**Breaks in the plane-wave convergence of a calcium ONCV pseudopotential**

The table holds, for 14 s, p and d pseudo waves of one ONCVPSP 4.0.1 potential for Ca (PBE, Dirac equation), the residual kinetic energy at the optimisation wave number and the cutoffs at which the residual falls to 10, 1, 0.1 and 0.01 mHa. The program extrapolates each row's first slope as a constant number of hartree per decade and also tests a parameter-free power-law tail with exponent $M-1/2$ for $M$ matching conditions. Cutoffs for targets above the optimised residual lie at 0.88 to 1.08 of the constant-step prediction, those below it at 1.29 to 6.13. Overall tail exponents are 3.16 to 3.94 for d and 1.68 to 1.90 for p against the expected 3.5, and local exponents show shelves, followed by drops for 3p and the d waves. The output also compares the j partners and the cutoffs of occupied and d waves.

Calculated values. Optimised norm-conserving Vanderbilt pseudopotential of Ca, generated with ONCVPSP 4.0.1 from a Dirac PBE atom with core [Ne] and valence 3s2 3p6 4s1 (charge +1). Radii for s, p and d are 1.75, 1.25 and 1.8 bohr, and qcut is 9.1, 6.1 and 4.8 bohr⁻¹. Each cutoff is the plane-wave energy at which the wave's residual kinetic energy per electron falls to the stated error.

## The fit in Python

```python
# Table: ONCVPSP 4.0.1, Ca, PBE, Dirac: per pseudo wave, the residual kinetic energy R at qc and
# the plane-wave cutoffs where R falls to 10, 1, 0.1, 0.01 mHa. Tested: constant Ha per decade
# (Gaussian-like fall) and a power-law tail R ~ E^-(M-1/2) beyond Ec = qc^2/2.
T = {
    'wave': ['3s', '4s', '3p j3/2', 'p projector 2 j3/2', 'p projector 3 j3/2', '3p j1/2', 'p projector 2 j1/2', 'p projector 3 j1/2', 'd projector 1 j5/2', 'd projector 2 j5/2', 'd projector 3 j5/2', 'd projector 1 j3/2', 'd projector 2 j3/2', 'd projector 3 j3/2'],
    'wave_norm_inside_radius': [0.9057, 0.04895, 0.5426, 0.09435, 0.05612, 0.5488, 0.0943, 0.05594, 0.53, 0.1265, 0.1351, 0.5316, 0.1266, 0.1353],
    'wave_kinetic_energy_above_qcut': [8.13e-05, 2.04e-05, 0.403, 0.124, 0.108, 0.367, 0.112, 0.0984, 32.2, 125.0, 370.0, 32.4, 126.0, 372.0],  # mHa
    'wave_cutoff_for_10_mHa': [18.9, 12.74, 10.19, 9.34, 9.36, 10.34, 9.47, 9.48, 22.19, 19.77, 22.84, 22.28, 19.86, 22.89],  # Ha
    'wave_cutoff_for_1_mHa': [25.14, 20.77, 13.85, 12.86, 12.87, 13.95, 13.01, 13.02, 87.9, 72.94, 123.5, 87.96, 73.11, 123.8],  # Ha
    'wave_cutoff_for_a_tenth_mHa': [30.38, 26.99, 76.31, 21.98, 21.08, 74.02, 21.42, 17.91, 101.9, 115.0, 150.4, 102.0, 115.0, 150.4],  # Ha
    'wave_cutoff_for_a_hundredth_mHa': [34.48, 32.23, 129.7, 83.02, 69.6, 129.3, 77.87, 67.71, 148.5, 126.6, 185.2, 148.6, 126.7, 185.3],  # Ha
}
import numpy as np
w = T['wave']
R = np.array(T['wave_kinetic_energy_above_qcut'], float)
N = np.array(T['wave_norm_inside_radius'], float)
E = np.array([T['wave_cutoff_for_' + k + '_mHa'] for k in ('10', '1', 'a_tenth', 'a_hundredth')], float).T
tg = np.array([10, 1, 0.1, 0.01])
# settings of the same run: radius (bohr), qc (1/bohr), matching conditions
S = {'s': (1.75, 9.1, 5), 'p': (1.25, 6.1, 4), 'd': (1.8, 4.8, 4)}
ch = ['s' if x.endswith('s') else 'd' if x.startswith('d') else 'p' for x in w]
Ec = np.array([S[c][1]**2 / 2 for c in ch])
tail = tg[None, :] < R[:, None]
sh = [x.replace('projector ', 'proj') for x in w]
print('rounding: cutoffs 0.005 to 0.05 Ha, R(qc) up to 0.5 percent')
for c, (rc, qc, M) in S.items():
    m = [i for i in range(len(w)) if ch[i] == c]
    print(f'{c}: Ec {qc**2/2:.1f} Ha, qc*rc {qc*rc:.1f}, R(qc) {R[m].min():.3g} to {R[m].max():.3g} mHa, tail exponent {M-0.5}')
print('constant step: Ha/decade | predicted Ha (table/predicted), * = target below R(qc)')
inn, out = [], []
for i in range(len(w)):
    d = ch[i] == 'd'
    b = (E[i, 0] - Ec[i]) / np.log10(R[i] / tg[0]) if d else E[i, 1] - E[i, 0]
    s = ''
    for k in range(1 if d else 2, 4):
        p = E[i, 0] + k * b
        (out if tail[i, k] else inn).append(E[i, k] / p)
        s += f" {tg[k]:g}: {p:.1f} ({E[i,k]/p:.2f}{'*' if tail[i,k] else ''})"
    print(f'{sh[i]:13s} {b:5.2f} |{s}')
print(f'table/predicted: unstarred {min(inn):.2f}-{max(inn):.2f}, starred {min(out):.2f}-{max(out):.2f}')
for i in (0, 1):
    last = (Ec[i] - E[i, 3]) / np.log10(tg[3] / R[i])
    print(f'{w[i]} steps Ha/decade:', ' '.join(f'{x:.2f}' for x in np.diff(E[i])), f'then {last:.2f} up to Ec')
print('tail from Ec: local exponents | overall to 0.01 mHa | table/power-law cutoff')
ex = {'p': [], 'd': []}
for i in range(2, len(w)):
    e, r = np.r_[Ec[i], E[i, tail[i]]], np.r_[R[i], tg[tail[i]]]
    loc = -np.diff(np.log(r)) / np.diff(np.log(e))
    ov = np.log(r[0] / r[-1]) / np.log(e[-1] / e[0])
    ex[ch[i]].append(ov)
    rat = e[1:] / (Ec[i] * (R[i] / r[1:])**(1 / (S[ch[i]][2] - 0.5)))
    if i in (2, 3, 4, 8, 9, 10):
        print(f'{sh[i]:13s}', ' '.join(f'{x:.1f}' for x in loc), f'| {ov:.2f} |', ' '.join(f'{x:.2f}' for x in rat))
print(f"overall exponents, both j: p {min(ex['p']):.2f}-{max(ex['p']):.2f}, d {min(ex['d']):.2f}-{max(ex['d']):.2f}")
print(f'cutoff factor per decade for exponent 3.5: {10**(1/3.5):.2f}')
print('lower j minus higher j: R percent | cutoffs Ha at 10, 1, 0.1, 0.01 mHa')
for i in (2, 3, 4, 8, 9, 10):
    print(f'{sh[i][:-5]:8s} {100*(R[i+3]/R[i]-1):+.1f} |', ' '.join(f'{x:+.2f}' for x in E[i+3] - E[i]))
print('R/norm inside, mHa: p', ' '.join(f'{x:.2f}' for x in (R/N)[2:5]), '; d', ' '.join(f'{x:.0f}' for x in (R/N)[8:11]))
print(f'd proj2/proj1 (j5/2): R ratio {R[9]/R[8]:.2f}, 1 mHa cutoff ratio {E[9,1]/E[8,1]:.2f}')
print(f'3s has 10 mHa at {E[0,0]:.1f} Ha; 3p j3/2 has {R[2]:.3f} at {Ec[2]:.1f} Ha; ratio {10/R[2]:.0f}')
print('largest cutoff Ha, occupied waves:', ' '.join(f'{x:.1f}' for x in E[[0, 1, 2, 5]].max(0)))
print('d waves smallest-largest Ha:', ' '.join(f'{a:.1f}-{b:.1f}' for a, b in zip(E[8:].min(0), E[8:].max(0))))
assert np.all((E > Ec[:, None]) == tail)
assert np.all(np.diff(E[:2], 2) < 0)
assert min(out) > 1.2 > max(inn)
assert all(abs(x - 3.5) < 0.6 for x in ex['d']) and max(ex['p']) < 2.5
```

It prints:

```
rounding: cutoffs 0.005 to 0.05 Ha, R(qc) up to 0.5 percent
s: Ec 41.4 Ha, qc*rc 15.9, R(qc) 2.04e-05 to 8.13e-05 mHa, tail exponent 4.5
p: Ec 18.6 Ha, qc*rc 7.6, R(qc) 0.0984 to 0.403 mHa, tail exponent 3.5
d: Ec 11.5 Ha, qc*rc 8.6, R(qc) 32.2 to 372 mHa, tail exponent 3.5
constant step: Ha/decade | predicted Ha (table/predicted), * = target below R(qc)
3s             6.24 | 0.1: 31.4 (0.97) 0.01: 37.6 (0.92)
4s             8.03 | 0.1: 28.8 (0.94) 0.01: 36.8 (0.88)
3p j3/2        3.66 | 0.1: 17.5 (4.36*) 0.01: 21.2 (6.13*)
p proj2 j3/2   3.52 | 0.1: 16.4 (1.34*) 0.01: 19.9 (4.17*)
p proj3 j3/2   3.51 | 0.1: 16.4 (1.29*) 0.01: 19.9 (3.50*)
3p j1/2        3.61 | 0.1: 17.6 (4.22*) 0.01: 21.2 (6.11*)
p proj2 j1/2   3.54 | 0.1: 16.5 (1.29*) 0.01: 20.1 (3.88*)
p proj3 j1/2   3.54 | 0.1: 16.6 (1.08) 0.01: 20.1 (3.37*)
d proj1 j5/2  21.01 | 1: 43.2 (2.03*) 0.1: 64.2 (1.59*) 0.01: 85.2 (1.74*)
d proj2 j5/2   7.52 | 1: 27.3 (2.67*) 0.1: 34.8 (3.30*) 0.01: 42.3 (2.99*)
d proj3 j5/2   7.22 | 1: 30.1 (4.11*) 0.1: 37.3 (4.03*) 0.01: 44.5 (4.16*)
d proj1 j3/2  21.08 | 1: 43.4 (2.03*) 0.1: 64.4 (1.58*) 0.01: 85.5 (1.74*)
d proj2 j3/2   7.58 | 1: 27.4 (2.66*) 0.1: 35.0 (3.28*) 0.01: 42.6 (2.97*)
d proj3 j3/2   7.24 | 1: 30.1 (4.11*) 0.1: 37.4 (4.02*) 0.01: 44.6 (4.15*)
table/predicted: unstarred 0.88-1.08, starred 1.29-6.13
3s steps Ha/decade: 6.24 5.24 4.10 then 3.31 up to Ec
4s steps Ha/decade: 8.03 6.22 5.24 then 3.41 up to Ec
tail from Ec: local exponents | overall to 0.01 mHa | table/power-law cutoff
3p j3/2       1.0 4.3 | 1.90 | 2.75 2.42
p proj2 j3/2  1.3 1.7 | 1.68 | 1.11 2.17
p proj3 j3/2  0.6 1.9 | 1.80 | 1.11 1.90
d proj1 j5/2  1.8 1.7 15.6 6.1 | 3.16 | 1.38 2.83 1.70 1.28
d proj2 j5/2  4.7 1.8 5.1 24.0 | 3.94 | 0.83 1.59 1.30 0.74
d proj3 j5/2  5.3 1.4 11.7 11.1 | 3.79 | 0.71 1.98 1.25 0.80
overall exponents, both j: p 1.68-1.90, d 3.16-3.94
cutoff factor per decade for exponent 3.5: 1.93
lower j minus higher j: R percent | cutoffs Ha at 10, 1, 0.1, 0.01 mHa
3p       -8.9 | +0.15 +0.10 -2.29 -0.40
p proj2  -9.7 | +0.13 +0.15 -0.56 -5.15
p proj3  -8.9 | +0.12 +0.15 -3.17 -1.89
d proj1  +0.6 | +0.09 +0.06 +0.10 +0.10
d proj2  +0.8 | +0.09 +0.17 +0.00 +0.10
d proj3  +0.5 | +0.05 +0.30 +0.00 +0.10
R/norm inside, mHa: p 0.74 1.31 1.92 ; d 61 988 2739
d proj2/proj1 (j5/2): R ratio 3.88, 1 mHa cutoff ratio 0.83
3s has 10 mHa at 18.9 Ha; 3p j3/2 has 0.403 at 18.6 Ha; ratio 25
largest cutoff Ha, occupied waves: 18.9 25.1 76.3 129.7
d waves smallest-largest Ha: 19.8-22.9 72.9-123.8 101.9-150.4 126.6-185.3
```
